**Reduction of a four-cycle and the 9j symbol: the ³P₁–³P₀ interval of Sn 5p²**

Approximate typical inputs for Sn are the spin–orbit parameter ζ = 2100 cm⁻¹ and F₂ = F²/25 = 920 cm⁻¹. ³P lies at −5F₂ and ¹S at +10F₂ relative to F⁰. Phases are Condon–Shortley, [x] = 2x+1.

**Estimate.** Round ζ to 2000 cm⁻¹ and the ³P–¹S gap 15F₂ to 1.4×10⁴ cm⁻¹. The squared ratio suggests 2 % mixing, so assume pure LS coupling. The Landé constant is ζ/2, and the interval is 1000 cm⁻¹.

**Four-cycle.** The 9j symbol {j1 j2 j3; j4 j5 j6; j7 j8 j9} is the sum over all m of six 3j symbols, one per row and one per column, without further phases. Each j joins its row node to its column node. The graph is K(3,3), a hexagon with three long diagonals, and its shortest loop is a square. Its 2·3!·3! = 72 automorphisms permute rows, permute columns and transpose; an odd permutation gives (−1)^(j1+…+j9).

Take the square with sides j4, j7, j8, j5 (each 3j symbol carrying its own m):

Q = Σ (j1 j4 j7)(j7 j8 j9)(j2 j5 j8)(j4 j5 j6), summed over m4, m5, m7, m8.

On the opposite sides j4, j8 insert Σ [x] (j4 j8 x; m4 −m8 ξ)(j4 j8 x; m4′ −m8′ ξ) = δδ, summed over x and ξ, attaching (−1)^(j8−m8) to each factor (the product is 1). The square splits into two triangles, and each collapses to a 6j symbol times one node:

Q = (−1)^(2j5+2j7) Σₓ [x] {j1 j4 j7; j8 j9 x}{j2 j5 j8; j4 x j6} Gₓ,
Gₓ = Σ_ξ (−1)^(j1−m1+j6−m6) (j1 j9 x; −m1 m9 ξ)(j6 j2 x; −m6 m2 ξ).

Closing the two-node graph Gₓ with (j1 j2 j3)(j3 j6 j9) gives a tetrahedron, (−1)^(2j3){j3 j6 j9; x j1 j2}. The triangle conditions make 2j3+2j5+2j7 and 2x equal in parity, so

9j = Σₓ (−1)^(2x) [x] {j1 j4 j7; j8 j9 x}{j2 j5 j8; j4 x j6}{j3 j6 j9; x j1 j2}.

**Careful calculation.** With each electron coupled as (l s)j, ⟨jj;0|LS;0⟩ = [j]√([L][S]) {1 1 L; ½ ½ S; j j 0}. These states are already antisymmetric (J even, L+S even). Since j9 = 0, only x = 1 survives. For j = ½, L = S = 1 the 9j is 3(1/√6)(−1/3)(−1/3) = 0.136, and the prefactor 6 gives √(2/3). Altogether

(½,½)₀ = √(2/3) ³P₀ + √(1/3) ¹S₀,
(3/2,3/2)₀ = −√(1/3) ³P₀ + √(2/3) ¹S₀.

Spin–orbit coupling is diagonal in jj, with −2ζ and +ζ. In LS this becomes −ζ for ³P₀, 0 for ¹S₀ and −√2ζ between them. The J = 0 matrix has diagonal elements −6700 and 9200 cm⁻¹, off-diagonal element −2970 cm⁻¹, and lower root −7237 cm⁻¹. The ground level is 3.2 % ¹S₀, and its (½,½) weight rises from 67 % to 82 %. The only J = 1 level, ³P₁ = (½,3/2)₁, lies at −5F₂ − ζ/2 = −5650 cm⁻¹. The model's interval is 1587 cm⁻¹. Configuration interaction is neglected; a 10 % smaller 15F₂ would add 47 cm⁻¹, so the supportable figure is 1.6×10³ cm⁻¹.

**Why they differ.** Of the 587 cm⁻¹, rounding ζ explains 50. The other 537 cm⁻¹ is the depression of ³P₀ by ¹S₀, which ³P₁, having no partner, does not share. Second order gives 2ζ²/(15F₂+ζ) = 555 cm⁻¹, and higher orders remove 18. The mixing guess was fair, but it was the wrong test: the admixture is quadratic in ζ/gap, whereas the shift relative to ζ/2 is linear, 4ζ/(15F₂+ζ) = 0.53. One factor 2 is the square of the √2 that the 9j symbols supply; the other arises because the interval is only ζ/2.